# Forces from a semilocal pseudopotential evaluated by quadrature

The nonlocal part of the local energy is a finite sum over points on a sphere around the ion. The centre and radius of that sphere both change when the ion moves, so the force has more terms than $v_l'(r)$. This page derives them with and without the space warp. Units are hartree (Ha) and bohr.

## Premises and conventions

1. The ion sits at $\mathbf R$. For electron $i$ at $\mathbf r$ define $\mathbf s=\mathbf r-\mathbf R$, $s=|\mathbf s|$, $\hat{\mathbf s}=\mathbf s/s$.
2. The nonlocal operator is $\hat V_{NL}=\sum_l v_l(s)\sum_m|Y_{lm}\rangle\langle Y_{lm}|$, with harmonics centred on $\mathbf R$. The $v_l$ are differences from the local channel and are continuously differentiable.
3. The trial function $\Psi$ is real and differentiable. $\Psi(\mathbf r')$ means that electron $i$ is placed at $\mathbf r'$ and all others are left in place. $\partial_{\mathbf R}\Psi$ is the explicit derivative at fixed electron positions (basis functions, Jastrow factor).
4. The unit vectors $\mathbf u_k$ are a reference grid turned by a random rotation $Q$. $Q$ is drawn uniformly, independently of $\mathbf r$ and $\mathbf R$, and is held fixed when we differentiate. Weights obey $\sum_k w_k=1$.

## Step 1: the estimator

The addition theorem gives $\sum_m Y_{lm}(\hat{\mathbf s})Y^*_{lm}(\mathbf u)=\frac{2l+1}{4\pi}P_l(\hat{\mathbf s}\cdot\mathbf u)$. The operator is local in $s$, so

$$\frac{\hat V_{NL}\Psi}{\Psi}=\int\frac{d\Omega_{\mathbf u}}{4\pi}\,K(s,\hat{\mathbf s}\cdot\mathbf u)\,\frac{\Psi(\mathbf R+s\mathbf u)}{\Psi(\mathbf r)},\qquad K(s,t)=\sum_l(2l+1)\,v_l(s)P_l(t).$$

Replacing the spherical average by the grid sum defines the estimator

$$\varepsilon=\sum_k w_kK_k\,\rho_k,\qquad K_k=K(s,t_k),\quad t_k=\cos\theta_k=\hat{\mathbf s}\cdot\mathbf u_k,\quad \rho_k=\frac{\Psi(\mathbf r'_k)}{\Psi(\mathbf r)},\quad \mathbf r'_k=\mathbf R+s\,\mathbf u_k .$$

Under a uniform $Q$ each $\mathbf u_k$ is uniform on the sphere. The $Q$ average of $\sum_kw_kf(\mathbf u_k)$ is therefore the spherical average of $f$ for any $f$, and $\varepsilon$ is unbiased. The full nonlocal local energy is the sum of $\varepsilon$ over electrons and ions.

**The 12-point grid.** The icosahedron vertices have $w_k=1/12$. With one vertex on $z$ and $\mu=u_z$, there are two poles $\mu=\pm1$, five points at $\mu=1/\sqrt5$ with azimuths $2\pi k/5$, and their five inversion images at $\mu=-1/\sqrt5$. The rule is exact for all harmonics with $L\le5$. Odd $L$ sum to zero by inversion. For $L=2,4$ and $M\ne0$ the harmonic vanishes at the poles and $e^{iM\phi}$ sums to zero on each five-point ring, because $|M|\le4$. For $M=0$ the moments are right: $\langle\mu^2\rangle=\frac16+\frac56\cdot\frac15=\frac13$ and $\langle\mu^4\rangle=\frac16+\frac56\cdot\frac1{25}=\frac15$. The first failure is $L=6$, where the grid average of $P_6(\mu)$ is $0.44$ instead of zero. Channel $l$ is thus integrated exactly when $\Psi$ on the sphere contains only $L\le5-l$.

## Step 2: geometric derivatives at fixed electron

From $\partial s_b/\partial R_a=-\delta_{ab}$ and $s^2=s_bs_b$,

$$\frac{\partial s}{\partial R_a}=-\hat s_a,\qquad \frac{\partial\hat s_b}{\partial R_a}=-\frac{\delta_{ab}}{s}+\frac{s_b\hat s_a}{s^2}=-\frac{\delta_{ab}-\hat s_a\hat s_b}{s}.$$

By premise 4 the $\mathbf u_k$ are constant. Contracting the second relation with $u_{kb}$, and differentiating $\mathbf r'_k$,

$$\frac{\partial t_k}{\partial R_a}=-\frac{u_{ka}-\hat s_at_k}{s},\qquad \frac{\partial r'_{kb}}{\partial R_a}=\delta_{ab}-\hat s_au_{kb}.$$

The last result has two parts: the sphere is carried along with its centre, and its radius changes.

## Step 3: the four terms

The product and chain rules give $\partial_{\mathbf R}\varepsilon=\mathbf T_v+\mathbf T_P+\mathbf T_q+\mathbf T_e$ with

$$\mathbf T_v=-\hat{\mathbf s}\sum_l(2l+1)\,v_l'(s)\sum_kw_kP_l(t_k)\,\rho_k$$

$$\mathbf T_P=-\frac1s\sum_l(2l+1)\,v_l(s)\sum_kw_kP_l'(t_k)\,(\mathbf u_k-\hat{\mathbf s}\,t_k)\,\rho_k$$

$$\mathbf T_q=\sum_kw_kK_k\,\frac{\nabla'\Psi(\mathbf r'_k)-\hat{\mathbf s}\;\mathbf u_k\!\cdot\!\nabla'\Psi(\mathbf r'_k)}{\Psi(\mathbf r)}$$

$$\mathbf T_e=\sum_kw_kK_k\,\frac{\partial_{\mathbf R}\Psi(\mathbf r'_k)}{\Psi(\mathbf r)}-\varepsilon\,\partial_{\mathbf R}\ln|\Psi(\mathbf r)| .$$

Here $\nabla'$ acts on the position of the displaced electron. We call the two pieces of $\mathbf T_q$ the rigid piece $\mathbf T_q^{\rm rig}$ (with $\nabla'\Psi$) and the radial piece $\mathbf T_q^{\rm rad}$ (with $-\hat{\mathbf s}\,\mathbf u_k\cdot\nabla'\Psi$). $\mathbf T_v$ points along $\hat{\mathbf s}$ and $\mathbf T_P$ is perpendicular to it, since $\hat{\mathbf s}\cdot(\mathbf u_k-\hat{\mathbf s}t_k)=0$. The sum $\mathbf T_v+\mathbf T_P+\mathbf T_q$ is the derivative of the operator acting on a fixed $\Psi$. $\mathbf T_e$ comes from the wave function alone. No term divides by $\Psi(\mathbf r'_k)$, which may vanish.

The $1/s$ in $\mathbf T_P$ is harmless. As $s\to0$, $\rho_k=1+O(s)$ away from nodes. The constant part multiplies a polynomial of degree $l$ in $\mathbf u_k$ whose azimuthal average about $\hat{\mathbf s}$ is zero, and the grid reproduces that zero for $l\le5$.

## Step 4: moving the electron

Now differentiate with respect to $\mathbf r$ at fixed $\mathbf R$. Since $s$ and $t_k$ depend on $\mathbf r-\mathbf R$ only, their gradients are those of Step 2 with reversed sign. The quadrature point depends on $\mathbf r$ only through $s$, so $\partial r'_{kb}/\partial r_a=\hat s_au_{kb}$. The denominator adds one new term:

$$\nabla_{\mathbf r}\varepsilon=-\mathbf T_v-\mathbf T_P-\mathbf T_q^{\rm rad}-\varepsilon\,\nabla_{\mathbf r}\ln|\Psi(\mathbf r)| .$$

The space warp displaces every electron $j$ by $\omega_j\,\delta\mathbf R$, with $\omega_j=\omega(\mathbf r_j)$. The derivative along this path is $\mathbf D_\omega=\partial_{\mathbf R}+\sum_j\omega_j\nabla_j$. Electrons $j\ne i$ do not enter $K_k$ or $\mathbf r'_k$; they change only the two values of $\Psi$. Adding the pieces,

$$\mathbf D_\omega\varepsilon=(1-\omega_i)\left(\mathbf T_v+\mathbf T_P+\mathbf T_q^{\rm rad}\right)+\mathbf T_q^{\rm rig}+\mathbf T_e-\omega_i\,\varepsilon\,\nabla_i\ln|\Psi|+\sum_{j\ne i}\omega_j\sum_kw_kK_k\nabla_j\rho_k .$$

For full warp, $\omega_i=1$, the first bracket drops out. $\mathbf T_v$ and $\mathbf T_P$ do not cancel each other; they are orthogonal vectors. Each is cancelled by its own counterpart in $\nabla_{\mathbf r}\varepsilon$, and so is the radial piece of $\mathbf T_q$. With $\mathbf D\Psi=(\partial_{\mathbf R}+\nabla_i+\sum_{j\ne i}\omega_j\nabla_j)\Psi$ the remainder is

$$\boxed{\mathbf D\varepsilon=\sum_kw_kK_k\,\frac{(\mathbf D\Psi)(\mathbf r'_k)}{\Psi(\mathbf r)}-\varepsilon\,\frac{(\mathbf D\Psi)(\mathbf r)}{\Psi(\mathbf r)}}$$

In the first term the displaced electron carries weight 1 at every $\mathbf r'_k$: the sphere moves rigidly. The weight $\omega(\mathbf r'_k)$ never appears.

**Operator check.** Let $(\hat\tau_{\boldsymbol\delta}f)(\mathbf r)=f(\mathbf r-\boldsymbol\delta)$. The grid operator $(\hat V_{\mathbf R}f)(\mathbf r)=\sum_kw_kK_kf(\mathbf r'_k)$ obeys $\hat V_{\mathbf R+\boldsymbol\delta}=\hat\tau_{\boldsymbol\delta}\hat V_{\mathbf R}\hat\tau_{-\boldsymbol\delta}$ for fixed $\mathbf u_k$. With $\hat\tau_{\boldsymbol\delta}\approx1-\boldsymbol\delta\cdot\nabla$ this gives $\partial_{\mathbf R}\hat V=\hat V\nabla-\nabla\hat V$. Hence $(\partial_{\mathbf R}+\nabla)\hat V\Psi=\hat V(\partial_{\mathbf R}+\nabla)\Psi$, and the quotient rule returns the boxed formula. The cancellation is therefore exact sample by sample, for any grid.

## Step 5: from the derivative to the VMC force

The energy is $E=\int\Psi^2E_L/\int\Psi^2$, where $E_L$ contains $\varepsilon$ and is averaged over $Q$. At the displaced geometry change variables to $\mathbf r_j+\omega_j\delta\mathbf R$. The Jacobian is $1+\delta\mathbf R\cdot\sum_j\nabla_j\omega_j$ to first order. The sampling weight then changes by the factor $1+2\,\delta\mathbf R\cdot\mathbf g$ with $\mathbf g=\mathbf D_\omega\ln|\Psi|+\frac12\sum_j\nabla_j\omega_j$, and $E_L$ changes by $\delta\mathbf R\cdot\mathbf D_\omega E_L$. Differentiating the quotient,

$$\mathbf F=-\frac{dE}{d\mathbf R}=-\langle\mathbf D_\omega E_L\rangle-2\langle(E_L-E)\,\mathbf g\rangle .$$

A change of variables leaves the integral unchanged, so the mean is independent of $\omega$ and only the variance depends on it. Both averages are linear in the grid sum, and $Q$ is independent of the configuration, so the random rotation introduces no bias. $\mathbf D_\omega\varepsilon$ is one contribution to the first average and is never the force by itself.

## Range of validity

- **Grid convention.** If a code aligns the grid with $\hat{\mathbf s}$, the $t_k$ are constant, $\mathbf T_P$ is absent and a term from $\partial\mathbf u_k/\partial\mathbf R$ appears in its place. The formulas above need premise 4.
- **Fixed grids.** Without random rotation the formulas are the exact derivative of a biased energy that depends on the molecular orientation.
- **Cut-offs.** If $v_l$ is truncated where it is nonzero, a surface term is missing.
- **Partial warp.** The boxed result needs $\omega_i=1$. When another ion $J$ moves, $\partial_{\mathbf R_J}\varepsilon$ has only the explicit term, but its warp brings in $\omega_i^{(J)}\nabla_{\mathbf r}\varepsilon$, which includes $-\mathbf T_v$ and $-\mathbf T_P$.
- **Parameters.** Variational parameters are held fixed. Unless $E$ is stationary in them, their response adds a term.
- **Nodes.** At distance $n$ from a node of $\Psi$, $\mathbf D_\omega\varepsilon\sim n^{-2}$ in general while the density is $\sim n^2$. The mean is finite, the variance $\int n^{-2}dn$ is not, and the warp does not cure this.
- **DMC.** The derivative of $\varepsilon$ carries over, but the force expression of Step 5 does not, since the sampled density is no longer $\Psi^2$.

## Illustration: Si in SiH$_4$, 12 points

Take Si at the origin and one H at $d\,\hat{\mathbf z}$. A typical Si–H length of about 1.48 Å gives $d=2.80$ bohr. We follow one electron in a model bond orbital, which stands in for $\Psi$:

$$\chi(\mathbf r)=e^{-as^2}(1+\kappa s_z)+c_He^{-b|\mathbf r-d\hat{\mathbf z}|^2},\qquad a=0.25,\ \kappa=1,\ b=0.40,\ c_H=1.5 .$$

The potential has $d$ as local channel and $v_0=21\,e^{-2.2s^2}$, $v_1=15\,e^{-2.1s^2}$ Ha, a size typical of neon-core Si pseudopotentials. All these are model inputs. Four decimals are printed to expose the bookkeeping and the quadrature error, not as a prediction for silane. The electron is at $s=1.2$ bohr in the $xz$ plane with $\hat s_z=1/2$, a grid vertex lies on the bond, and Si moves along $z$.

Then $v_0=0.8838$, $v_1=0.7291$ Ha, $v_0'=-4.667$, $v_1'=-3.675$ Ha/bohr. On the sphere

$$\chi=g\,(1+\kappa s\mu)+h(\mu),\qquad g=e^{-as^2}=0.6977,\qquad h=h_0e^{\eta\mu},$$

with $h_0=c_He^{-b(s^2+d^2)}=0.03664$ and $\eta=2bsd=2.688$. At $\mu=1,\,1/\sqrt5,\,-1/\sqrt5,\,-1$ one finds $h=0.5387,\ 0.1219,\ 0.0110,\ 0.0025$, and at the electron $\chi(\mathbf r)=1.2568$.

Everything needed for the $z$ component is axially symmetric, and the ring average of $t_k$ is $\hat s_z\mu$. The 12 points collapse to four nodes with weights $\frac1{12},\frac5{12},\frac5{12},\frac1{12}$, and $K\to v_0+3v_1\hat s_z\mu$. The moments are $M_0=\langle\chi\rangle=0.7982$ and $M_1=\langle\mu\chi\rangle=0.3444$, so

$$\varepsilon=\frac{v_0M_0+3v_1\hat s_zM_1}{\chi(\mathbf r)},\quad T_v=-\hat s_z\frac{v_0'M_0+3v_1'\hat s_zM_1}{\chi(\mathbf r)},\quad T_P=-\frac{3v_1(1-\hat s_z^2)M_1}{s\,\chi(\mathbf r)} .$$

$T_q$ and $T_e$ need the gradients on the sphere. For the H part, $\partial_z=2b(d-s\mu)h$ and $\mathbf u\cdot\nabla'=2b(d\mu-s)h$. For the Si part, $\partial_z=g[\kappa-2as\mu(1+\kappa s\mu)]$, $\mathbf u\cdot\nabla'=g[\kappa\mu-2as(1+\kappa s\mu)]$, and the explicit derivative $\partial_{R_z}\chi$ is minus this $\partial_z$.

| quantity ($z$ components) | 12 points | exact sphere average |
|---|---|---|
| $\varepsilon$ (Ha) | 0.8610 | 0.8590 |
| $T_v$ (Ha/bohr) | 2.2372 | 2.2319 |
| $T_P$ | −0.3746 | −0.3727 |
| $T_q$ | 0.5200 | 0.5237 |
| $T_e$ | −0.0029 | −0.0035 |
| $\partial_R\varepsilon$ | 2.3795 | 2.3793 |
| $D\varepsilon$, full warp | 0.0252 | 0.0253 |

Totals are sums of unrounded terms. On the grid $T_q^{\rm rig}=0.4461$, $T_q^{\rm rad}=0.0739$ and $-\varepsilon\,\partial_z\ln\chi=-0.4180$, and $T_q^{\rm rig}+T_e-\varepsilon\,\partial_z\ln\chi$ gives the 0.0252. The boxed formula gets there directly. The Si part of $\chi$ depends on $\mathbf r-\mathbf R$ only, so $D\chi=\partial_z$ of the H part, and the two terms are $0.1946$ and $-0.1694$. By translation invariance this equals $-\partial\varepsilon/\partial d$ at fixed Si and electron.

**Size.** With 1 Ha/bohr $=51.42$ eV/Å, the derivative falls from 122 to 1.30 eV/Å under full warp, a factor of 94 for this one configuration. One configuration shows the mechanism and does not measure a variance.

**Quadrature error.** Expand $e^{\eta\mu}=\sum_L(2L+1)\,i_L(\eta)P_L(\mu)$, with $i_L$ the modified spherical Bessel functions. The leading error in $M_0$ is $13\times0.44\,h_0\,i_6(\eta)=7.42\times10^{-4}$, and the grid value minus the exact $h_0\sinh\eta/\eta$ for the H part is also $7.42\times10^{-4}$ to these figures. For this orientation the grid misses $T_v$ by $5.3\times10^{-3}$, the total $\partial_R\varepsilon$ by $2.4\times10^{-4}$ and $D\varepsilon$ by $7.9\times10^{-5}$ Ha/bohr in magnitude. All of it comes from the H-centred function, and it averages to zero over $Q$.

**Realistic warp.** The weight of Filippi and Umrigar (2000) is $\omega=s^{-4}/\sum_J|\mathbf r-\mathbf R_J|^{-4}$, summed over all five nuclei. For tetrahedral SiH$_4$ with a second H in the $xz$ plane on the electron's side, $\omega=0.855$. For one electron $D_\omega=(1-\omega)\,\partial_R+\omega D$, so $D_\omega\varepsilon=0.344+0.022=0.366$ Ha/bohr. The share $(1-\omega)\,\partial_R\varepsilon$ is far larger than the full-warp value. With such weights $\mathbf T_v$, $\mathbf T_P$ and $\mathbf T_q^{\rm rad}$ must be computed and multiplied by $1-\omega_i$.